## Appendix: Cost and accuracy of the unrelaxed vacancy energy in embedded-atom models

### A.1 The quantity

In the embedded-atom form of Daw and Baskes, $E=\sum_i F(\rho_i)+\tfrac12\sum_{i\ne j}\phi(r_{ij})$ with $\rho_i=\sum_{j\neq i} f(r_{ij})$. In a Bravais lattice every site has density $\rho_0$, and the cohesive energy is $E_c=-F(\rho_0)-\tfrac12\sum_j\phi_j$. The formation energy at fixed lattice is $E_v=E(N-1)+(N-1)E_c$ for $N\to\infty$, with no atom displaced. Removing one atom deletes $F(\rho_0)+\sum_j\phi_j$ and lowers the density of neighbour $j$ by $f_j$, so

$$E_v=-\tfrac12\sum_j\phi_j+\sum_j\big[F(\rho_0-f_j)-F(\rho_0)\big].\tag{A1}$$

To second order in $f_j$, with $\phi^{\rm eff}=\phi+2F'(\rho_0)f$,

$$E_v\simeq-\tfrac12\sum_j\phi^{\rm eff}_j+\tfrac12F''(\rho_0)\sum_j f_j^2 .\tag{A2}$$

A pair potential ($F=0$) gives $E_v=E_c$. Three ways to evaluate $E_v$ are compared: the series of which (A2) is order $n=2$, the direct sum (A1), and the total-energy difference of a periodic cell.

### A.2 A solvable model for bcc W

Take the square-root embedding of Finnis–Sinclair type, $F=-\xi\sqrt\rho$, with $\phi=2Ae^{-p(r/r_1-1)}$ and $f=e^{-2q(r/r_1-1)}$, cut off between the second and third shells. There are 8 neighbours at $r_1=\sqrt3a/2$ and 6 at $a=sr_1$, $s=2/\sqrt3$, so $Z=14$. The inputs for tungsten, a contact and wiring metal, are the typical $a=3.165$ Å ($r_1=2.741$ Å) and $E_c=8.90$ eV, and the assumed $p=10$, $q=2$. The exponents were chosen so that $E_v/E_c$ falls near 0.4, the typical ratio for W, and no agreement is claimed from that. All results are the model's, computed from unrounded intermediates.

With $s-1=0.1547$, the second-shell weights are $u=e^{-p(s-1)}=0.2129$ and $v=e^{-2q(s-1)}=0.5386$, and $\rho_0=8+6v=11.232$. Write $E_b=\xi\sqrt{\rho_0}$ and $E_r=\tfrac12\sum_j\phi_j=A(8+6u)$, so that $E_c=E_b-E_r$. Stationarity under uniform dilation requires $pA(8+6su)=q\xi(8+6sv)/\sqrt{\rho_0}$, which gives

$$\eta\equiv\frac{E_r}{E_b}=\frac qp\,\frac{(8+6sv)(8+6u)}{(8+6v)(8+6su)}=0.2045 .$$

Then $E_b=E_c/(1-\eta)=11.189$ eV, $E_r=2.289$ eV, $\xi=3.339$ eV and $A=0.2467$ eV. With $x_j=f_j/\rho_0$, so that $x_1=0.0890$ and $x_2=0.0480$, and $g(x)=1-\sqrt{1-x}$, Eq. (A1) is closed:

$$E_v=-E_r+E_b\,[8g(x_1)+6g(x_2)]=3.418\ \text{eV},\qquad E_v/E_c=0.384 .\tag{A3}$$

For $z$ nearest neighbours alone $\eta=q/p$ and $E_v/E_c=[zg(1/z)-q/p]/(1-q/p)$. This tends to $(p-2q)/[2(p-q)]$ at large $z$, which is below $\tfrac12$ for $p>q>0$. The present exponents give 0.375 in that limit and 0.396 at $z=8$.

### A.3 How the deviation falls

**Series.** $g(x)=\sum_{k\ge1}c_kx^k$ with $c_k=\binom{2k}{k}/[(2k-1)4^k]$, that is $\tfrac12,\tfrac18,\tfrac1{16},\tfrac5{128},\dots$ With moments $M_k=\sum_jx_j^k$ and $M_1=1$,

$$E_v^{(n)}=-E_r+E_b\sum_{k=1}^nc_kM_k .$$

All terms are positive, so each order lies below $E_v$. Since $c_{k+1}/c_k=(2k-1)/(2k+2)<1$ and $M_{k+1}\le x_1M_k$,

$$0<E_v-E_v^{(n)}\le E_b\,\frac{c_{n+1}M_{n+1}}{1-x_1}.\tag{A4}$$

Convergence is geometric, with a gain of at least $\log_{10}(1/x_1)=1.05$ digits per order, so a tolerance $\tau$ needs an order that grows as $\ln(E_b/\tau)/\ln(1/x_1)$. For $z$ equal neighbours $M_{n+1}=z^{-n}$. Here $M_2=0.0772$, the curvature term of (A2) is $E_bM_2/8=108$ meV, and (A4) bounds the deviation at $n=2$ by 4.84 meV.

**Direct sum.** It is exact apart from rounding.

**Periodic cell.** Let the vacancy repeat on superlattice vectors $\mathbf R$ longer than the cutoff. The pair term and the term linear in $F'$ are then those of the isolated vacancy. An atom within range of several images loses the sum of their densities, and the cross terms of the square give

$$\Delta_{\rm cell}\simeq\tfrac12F''\sum_{\mathbf R\ne0}\sum_jf(\mathbf r_j)f(\mathbf r_j-\mathbf R)\ \ge 0,\qquad F''=\frac{E_b}{4\rho_0^2}.$$

In the 8-site cell (the primitive bcc cell doubled along each vector) four atoms lose $2f_1$ and three lose $2f_2$. In the 16-site cube of side $2a$ only the latter three are shared. Exactly,

$$\Delta_{16}=3E_b[g(2x_2)-2g(x_2)],\qquad \Delta_8=\Delta_{16}+4E_b[g(2x_1)-2g(x_1)].$$

In the 27-site cell the shortest $R$ is $3r_1>2a$, no atom is shared, and $\Delta_{27}=0$. If the tails were left uncut, the overlap and a direct vacancy–image term $\tfrac12\sum_{\mathbf R}\phi^{\rm eff}(R)$ would both fall as $e^{-\kappa R}$ up to powers of $R$, with $\kappa=2q/r_1=1.46$ Å$^{-1}$. Since $R\propto N^{1/3}$, the cell would have to grow as $[\ln(1/\tau)]^3$. Subtracting totals also leaves a rounding error of order $2^{-53}NE_c$ in double precision, $3\times10^{-14}$ eV at $N=27$, which is negligible.

### A.4 How work and memory grow

Count an addition, a multiplication or a multiply–add as 1, and an exponential or square root as $w$, with $w=10$ assumed. The neighbour search and steps that scale with none of $Z$, $N$, $n$ are left out. Point symmetry is not used, so the counts also hold for a homogeneously strained crystal, where the shells split while all sites stay equivalent. One pair costs three subtractions, three multiply–adds, a root, two arguments, two exponentials and two accumulations, $c_p=3w+10=40$, and the bulk sums cost $Zc_p=560$.

- Series: each power sum $\sum_jf_j^k$ with $k\ge2$ takes a multiplication and an addition per neighbour, and the final polynomial in $1/\rho_0$ takes $2n$, so $W_n=Z[c_p+2(n-1)]+2n$. One pass suffices, with $n+1$ accumulators.
- Direct: a subtraction, a root and an addition per neighbour, $W_d=Z(c_p+w+2)$. The $f_j$ must be kept until $\rho_0$ is known, which takes $Z+2$ numbers.
- Cell: the bulk reference, then $NZ/2-Z$ pairs each counted once with one extra accumulation, then $N-1$ embeddings, $W_N=Zc_p+(N-2)\tfrac Z2(c_p+1)+(N-1)(w+1)$. Coordinates and densities take $4(N-1)$ numbers.

| Method | Work $W$ | $W/W_d$ | $W-Zc_p$ | Memory | Deviation from (A3), meV |
|---|---|---|---|---|---|
| Series $n=1$ | 562 | 0.77 | 2 | 2 | $-113$ |
| Series $n=2$ | 592 | 0.81 | 32 | 3 | $-4.66$ |
| Series $n=3$ | 622 | 0.85 | 62 | 4 | $-0.249$ |
| Series $n=4$ | 652 | 0.90 | 92 | 5 | $-0.0152$ |
| Series $n=5$ | 682 | 0.94 | 122 | 6 | $-1.00\times10^{-3}$ |
| Series $n=6$ | 712 | 0.98 | 152 | 7 | $-7.0\times10^{-5}$ |
| Direct | 728 | 1 | 168 | 16 | 0 |
| Cell $N=8$ | 2359 | 3.2 | 1799 | 28 | 123 |
| Cell $N=16$ | 4743 | 6.5 | 4183 | 60 | 20.8 |
| Cell $N=27$ | 8021 | 11.0 | 7461 | 104 | 0 |

The series stays below the direct sum in work while $2(n-1)Z+2n<Z(w+2)$, or $n<Z(w+4)/(2Z+2)$. The bound is 6.53 for $w=10$ and 3.73 for $w=4$, so a cheap embedding call moves the crossover from $n=7$ down to $n=4$.

### A.5 Choices

Cheapest method for a stated accuracy, at $w=10$:

| Tolerance | Choice | Work |
|---|---|---|
| 0.2 eV | series $n=1$ | 562 |
| 10 meV | series $n=2$ | 592 |
| 1 meV | series $n=3$ | 622 |
| 0.1 meV | series $n=4$ | 652 |
| $10^{-5}$ meV | direct | 728 |

Best method inside a stated budget:

| Budget | Choice | Deviation, meV |
|---|---|---|
| 600 operations | series $n=2$ | $-4.66$ |
| 700 operations | series $n=5$ | $-1.00\times10^{-3}$ |
| 750 operations or more | direct | 0 |
| 4 stored numbers | series $n=3$ | $-0.249$ |

The pair evaluations dominate every local scheme, so from scratch (A2) saves only 19 per cent against the exact sum. The series pays when the $f_j$ are already stored from a bulk calculation: the remaining work is then 32 against 168, a ratio of 5.25. No cell is chosen at any tolerance or budget, because the 8-site cell costs 3.2 times the exact sum and deviates more than the first-order series.

A cell becomes necessary when atoms move, since (A1) holds for fixed sites only. Relaxation lowers $E_v$, typically by an amount of order 0.1 eV in W. That rivals the curvature term of 108 meV and exceeds the deviation of every series order from $n=2$ on. For a physical estimate (A2) is therefore sufficient, and the model's unrelaxed value should be read as 3.4 eV. Further digits serve only to test an implementation, and for that purpose the direct sum is the reference.